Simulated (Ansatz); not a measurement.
**Ligand exchange: C2H7BrSi + Cd(CH3)(NH2) → C2H9NSi + Cd(CH3)Br**

Gas-phase species: C2H7BrSi `CC[SiH2]Br`, singlet; Cd(CH3)(NH2), singlet; C2H9NSi `CC[SiH2]N`, singlet; Cd(CH3)Br, singlet. The partners trade Br for NH2: Si–Br and Cd–NH2 bonds give way to Si–NH2 and Cd–Br.

Shapes, held fixed at every level: PBE0-D4/def2-TZVP. Flexible molecules stand in one conformer, not always the lowest. Programs: Ansatz 0.2.0. Electronic energies: no zero-point or thermal term.

Problem. Estimate ΔE of this reaction.

Solution. The highest level, CCSD(T)/def2-TZVPP, gives ΔE = -108.7 kJ/mol; the levels span -153.9 to -108.7. The column of differences is taken from that level and isn't an error. No measured value is set beside it here. For atoms past krypton def2 sets carry core potentials with scalar relativity. Relativity is left out for Br. Outer-core shells of Br, Cd are correlated, in sets that cover them unevenly. CCSD(T)/def2-TZVPP lies outside the range of the other correlated levels here, so it shouldn't be taken on trust.

```csv
level,kind,ΔE (kJ/mol),less CCSD(T)/def2-TZVPP
HF/def2-SVP,Hartree–Fock,-153.9,-45.2
r2SCAN-D4/def2-TZVPP,meta-GGA,-111.7,-3.0
wB97M-V/def2-TZVPP,range-separated hybrid,-116.3,-7.6
MP2/def2-SVP,perturbation theory,-117.3,-8.6
CCSD/def2-SVP,coupled cluster or CI,-123.0,-14.3
CCSD/def2-TZVPP,coupled cluster or CI,-114.4,-5.7
CCSD(T)/def2-TZVPP,coupled cluster or CI,-108.7,0.0
```

Every level makes the exchange strongly exothermic, so the preference for silicon–nitrogen and cadmium–bromine pairing doesn't depend on the treatment of correlation, though its size does. The direction fits the hard–soft pattern. Silicon gains a short, strongly polar bond to nitrogen, helped by donation from the nitrogen lone pair into antibonding orbitals on the silyl group. Cadmium, with its diffuse valence s orbital and filled d shell, gains less from binding a hard amide and loses little by taking the softer bromide. The driving force is therefore probably the greater preference of silicon for nitrogen over bromine, rather than an exceptionally strong Cd–Br bond.

In the same basis, the reaction energy falls in magnitude from -153.9 kJ/mol with Hartree–Fock to -123.0 with CCSD, so correlation stabilises the reactants more than the products, possibly through the cadmium–amide bond. These energies describe isolated monomers and can't be carried over directly to solution or the solid, where cadmium amides and halides tend to aggregate through bridging ligands.
